Q: I have Hartree-Fock results for the 2s orbital of thirteen species with 23 electrons, from neutral vanadium to Au56+. What sizes should I carry in my head?

A: The 2s orbital energy goes from about 0.65 keV to 16 keV below zero, a factor of 25, while the nuclear charge grows by 3.4. The mean radius goes from 0.3 to 0.08 bohr, a factor just under 4. Of the 22 other electrons, about 10 appear to screen the nucleus if the energy is used as the probe, and about 4 if the radius is. In the table Z is the nuclear charge, ε(2s) is the eigenvalue of the 2s orbital, and <r> and <r²> are its mean distance and mean squared distance from the nucleus. The steps in Z are 4 or 5, so neighbouring rows are not equal steps.

The 2s orbital in atoms and ions with 23 electrons, from V to Au56+, calculated with B-spline radial code 1. The method is non-relativistic Hartree-Fock for a spherical atom with a point nucleus, averaged over the listed configuration and taken at the basis-set limit.

```
species   Z  charge (e)  configuration  ε(2s) (eV)  <r>(2s) (bohr)  <r²>(2s) (bohr²)
      V  23           0   [Ar] 3d3 4s2    -650.268         0.30874           0.11249
   Ni5+  28           5       [Ar] 3d5    -1125.95         0.24694          0.071863
   Ge9+  32           9       [Ar] 3d5    -1647.62         0.21269          0.053251
  Rb14+  37          14       [Ar] 3d5    -2456.97         0.18112          0.038569
  Mo19+  42          19       [Ar] 3d5    -3438.73         0.15762          0.029182
  Ag24+  47          24       [Ar] 3d5    -4591.87         0.13947          0.022831
  Te29+  52          29       [Ar] 3d5    -5915.91         0.12504          0.018340
  Ba33+  56          33       [Ar] 3d5    -7098.00         0.11547          0.015634
  Pm38+  61          38       [Ar] 3d5    -8729.04         0.10538          0.013016
  Tb42+  65          42       [Ar] 3d5    -10156.5        0.098492          0.011366
  Yb47+  70          47       [Ar] 3d5    -12094.2        0.091046         0.0097091
  Re52+  75          52       [Ar] 3d5    -14202.1        0.084644         0.0083892
  Au56+  79          56       [Ar] 3d5    -16011.0        0.080134         0.0075176
```

Q: A one-electron ion gives Z² for the energy and 1/Z for the radius. Z² grows only 12-fold here. Where does 25 come from?

A: From screening that stays nearly fixed while Z grows. For one electron in 2s, in hartree and bohr,

ε = −Z²/8,  <r> = 6/Z,  <r²> = 42/Z²

Replace Z by Z − σ and ask each column what screening constant σ it needs:

σ_E = Z − √(−8ε),  σ_r = Z − 6/<r>

The energy gives σ_E = 9.17 for V and 10.39 for Au56+. The effective charge therefore goes from 13.83 to 68.61, a ratio of 4.96, and its square is 24.6. The radius gives σ_r = 3.57 and 4.13, so its effective charge goes from 19.43 to 74.87, a ratio of 3.85. A fixed number of electrons hides a large fraction of a small nucleus and a small fraction of a large one, and both quantities run faster than the bare laws for that reason. The product Z<r> shows it directly. It falls in every step, from 7.10 to 6.33, and stays above the one-electron value of 6.

Q: That gives one orbital two effective charges. One of them must be wrong.

A: They measure different things. Take a thin spherical shell of N electrons at radius s. An electron outside it feels a potential N/r, as if the charge sat on the nucleus. An electron inside feels the constant N/s. A constant potential raises the energy by N/s and exerts no force, so it leaves the wavefunction alone. The energy of 2s therefore counts all the other charge, inside and outside, through the value of its potential. The size of 2s responds to the slope of the potential, and only the charge enclosed within the electron's radius gives a slope.

The table supports the view that the shape of the orbital belongs to the smaller screening. The ratio <r²>/<r>² is 7/6 = 1.167 for any hydrogenic 2s, and here it falls from 1.180 to 1.171. The screening read from <r²> lies only 0.11 to 0.13 above σ_r. The mean of 1/r from the same calculations, which is Z/4 for one electron, gives 4.16 for Ge9+, 4.42 for Te29+ and 4.52 for Yb47+. Other measures read lower: the radius of the maximum, (3 + √5)/Z for one electron, gives 2.75 for Ge9+ and 2.95 for Yb47+, and the density at the nucleus, Z³/8π, gives about 3 in both. The spatial measures thus spread from about 3 to 4.5, all far below 10. The orbital is roughly a hydrogenic 2s with charge near Z − 4, and its level is lifted further by a potential that is fairly flat across it.

Q: If the outer electrons only add a constant, why does that look like a screening constant and not like a fixed offset in eV?

A: Because the outer shells shrink too. Measure lengths in units of 1/Z bohr and energies in units of Z² hartree. Kinetic energy and nuclear attraction then lose all reference to Z, and the electron repulsion carries a factor 1/Z. This gives a series:

ε = −Z²/8 + ε₁Z + ε₂ + …

Every radius s scales as 1/Z to leading order, so every N/s grows as Z. The screened formula expands as −Z²/8 + σZ/4 − σ²/8, so any repulsion linear in Z reads as a screening, with σ_E → 4ε₁ at large Z. The numbers show the near-linear growth. The shift ε + Z²/8 is 56.6 hartree in Ni5+ and 191.7 in Au56+, and its slope only eases from 2.71 to 2.63 hartree per unit of Z. Against a nuclear term in Z², the shift falls from 64% of the bare energy in V to 25% in Au56+.

Q: Can ε₁ be calculated without fitting?

A: Yes. In first order all orbitals are hydrogenic, and ε₁ is the Coulomb repulsion of 2s with each occupied shell minus the exchange, with the 3d5 shell averaged as in the calculation. Numerical integration at Z = 1 gives ε₁ = 2.625, so σ_E tends to 10.50. The same repulsion, treated as a first-order perturbation of the 2s wavefunction, changes <r> by 6σ_r/Z² and gives σ_r → 4.31.

The split by shells is the instructive part. The two 1s electrons give 1.59 to the energy screening and 1.24 to the radius screening, less than 2 because 2s penetrates the 1s shell and exchange lowers the repulsion. The six 2p electrons, which share the space of 2s, give 3.54 and 1.77. The thirteen electrons with n = 3 give 4.77 and 1.03, which is 45% of σ_E and 24% of σ_r. Their effect on the radius is small per electron but it is not zero, since part of their charge lies inside the outer lobe of 2s. Of the gap of 6.19 between the two limits, the n = 3 shells supply 4.77 − 1.03 = 3.74, and 2p most of the rest. This split is theory, exact only as Z → ∞; the table holds only totals. The s-shell parts also assume that 2s is an eigenfunction of the Fock operator, since closed s orbitals can be mixed among themselves at no cost in total energy.

Q: Show me one row.

A: Take Te29+, Z = 52. Nothing in this estimate is fitted, to this row or any other.

ε ≈ −(52 − 10.50)²/8 = −215.3 hartree = −5858 eV
<r> ≈ 6/(52 − 4.31) = 0.1258 bohr

The table has −5915.91 eV and 0.12504 bohr. The estimate is too shallow by 1.0% of the tabulated energy and too large by 0.6% of the tabulated radius. Now force a single charge on both. The radius implies 6/0.12504 = 47.98, and −47.98²/8 hartree is about −7830 eV, 32% too deep. Over the whole table that procedure overbinds by 19% (Au56+) to 98% (V).

Q: How does the two-constant model do elsewhere?

A: It errs in the same direction in every row and improves steadily with Z. The energy is too shallow by 0.3% in Au56+, 7.5% in Ni5+ and 18% in V; the radius is too large by 0.2%, 2.6% and 4.0%. The sharper test concerns the limits. An unweighted least-squares fit of the shift to aZ + b + c/Z over the twelve 3d5 ions gives a = 2.617, and with a further term in 1/Z² it gives 2.629. These bracket the calculated 2.625 within about 0.3%. The same kind of fit of σ_r, to a constant plus one or two inverse powers of Z, gives limits of 4.36 and 4.32 against 4.31. The limits move with the length of the series, and the energy fits still miss single rows by up to 0.8 and 0.15 eV, more than the rounding of the table, so I would give the higher coefficients no meaning. The agreement says that the leading term of Hartree-Fock along this sequence is understood. It does not test Hartree-Fock itself, because the model is the first order of the same equations.

Q: Slater's rules give 4.15 for a 2s electron. Is that not simpler?

A: For the radius it does better than the large-Z constant in each of these rows, with errors from 0.03% to 3.1%, because 4.15 lies between the values of σ_r in the table and their limit of 4.31. It cannot describe the drift of σ_r. For the orbital energy it is 19% to 86% too deep. The rule assigns zero screening to outer electrons, which is tolerable for a size and wrong for an eigenvalue.

Q: Why do both screenings creep upward with Z? The number of electrons is fixed.

A: The screening electrons are themselves screened, and the outer ones most. At low Z the n = 3 shells are much more swollen, relative to their hydrogenic size, than 2s is, so they repel 2s less than first order assumes. The same calculations show this for three ions. The potential of the n = 3 electrons at the nucleus, the sum of their mean 1/r, is 28.8 hartree in Ge9+ against a hydrogenic 13Z/9 = 46.2, and 84.4 in Yb47+ against 101.1. It climbs from 62% to 83% of the hydrogenic value, though the shortfall itself hardly changes, 17.4 and 16.7 hartree. A shortfall alone is not yet a drift: a constant σ_E of 10.50 already puts the shift σ²/8, nearly 14 hartree, below ε₁Z. The tabulated shift lies 16.5 hartree below ε₁Z in Ge9+ and 15.6 in Au56+, and only the excess of 2 to 3 hartree, whose weight falls as 1/Z, shows as the creep of σ_E. The 3d shell changes most. In Ge9+ the mean radii of 3s, 3p and 3d are all close to 0.6 bohr, while in Yb47+ 3d has pulled in to 0.184 against 0.222 for 3s, the hydrogenic order. As 3d closes in on 2s it both lifts the level more and puts more charge inside it. The value at the nucleus overstates what 2s feels; for hydrogenic orbitals, exchange included, 2s gets 0.83 of it. That these changes cause the drift is an argument from three rows and from theory. How the drift divides among shells is not something I can read from them.

Q: Vanadium has the largest errors. Is it just the low end of the trend, or is 3d3 4s2 visible?

A: Mostly it is the low end, where 1/Z is largest. In the energy there is a further effect. When the two fits to the 3d5 ions are extrapolated to Z = 23, with V left out because its configuration differs, the tabulated level lies 22 or 16 eV deeper than they predict, roughly 3% of 650 eV. The sign fits the mechanism. Moving two electrons from 3d to the far more diffuse 4s lowers the outer potential and deepens the core level. The hydrogenic first-order figure is about −60 eV, far too much. That overshoot is plausible, since real 3d orbitals at Z = 23 are far from hydrogenic and the remaining shells contract when two of them leave, but I have not shown it. The offset itself rests on stretching a truncated series from Z = 28 to 23, where it converges worst, and it shrinks when a term is added. Much of it is error of the extrapolation, so it overstates the effect of the configuration and only its sign deserves trust. A run of V in 3d5 would give the size directly; the step from V to Ni5+ changes Z and configuration together.

In the radius I see no irregularity. The offset of σ_r is −0.002 in one fit and +0.030 in the other, at most 0.030/19.43 = 0.15% of the radius and of unstable sign. The hydrogenic estimate of −0.16 is not borne out. V is also the only row with a closed 4s shell over the closed s shells, where the convention for mixing s orbitals could move single-orbital values slightly. A weak response of the radius beside a visible one in the energy agrees with the flat-potential picture, and that is as much as one row can say.

Q: What could I guess for a related case?

A: For a 3d5 ion of this sequence between two of the 3d5 rows, interpolate σ_E and σ_r, which vary slowly, and not the energy itself. Between V and Ni5+ the configuration changes, so that pair is no safe bracket. For another orbital, ask how much charge lies inside it. The 2p orbital lacks the inner lobe and should be screened more than 2s, again with the energy reading far above the radius reading. In the Ge9+ calculation its radius of 0.1848 bohr, set against the hydrogenic 5/Z, gives 32 − 5/0.1848 = 4.9, and its energy of −54.63 hartree gives 11.1, where 2s has 3.79 and 9.99. For a change in the outer shells, such as removing a 3d electron at fixed Z, the argument says that the core level deepens noticeably while the core radius hardly moves. This is one part of the core-level shift with oxidation state; in a compound the potential of the neighbouring ions and the relaxation around the core hole contribute too.

Q: Can I compare −16 keV for Au56+ with a measured 2s binding energy?

A: No. The calculation is non-relativistic, and relativity deepens and contracts an s orbital. The leading one-electron correction is (5/16)(Zα)² of the bare energy Z²/8, with α the fine-structure constant: 0.9% at V and 10% at Au. At the heavy end this is many times the 0.3% misfit of the model, so the smooth approach to hydrogenic behaviour describes the non-relativistic equations, and in real heavy ions a term in Z⁴ is added to the energy. Other omissions have to be counted as well, at the light end too. An orbital energy equals a binding energy only if the other electrons stay frozen, whereas they relax around a core hole and reduce it; correlation is absent as well. The average over the 3d configuration also removes the splitting of a 2s hole by exchange with the open d shell.
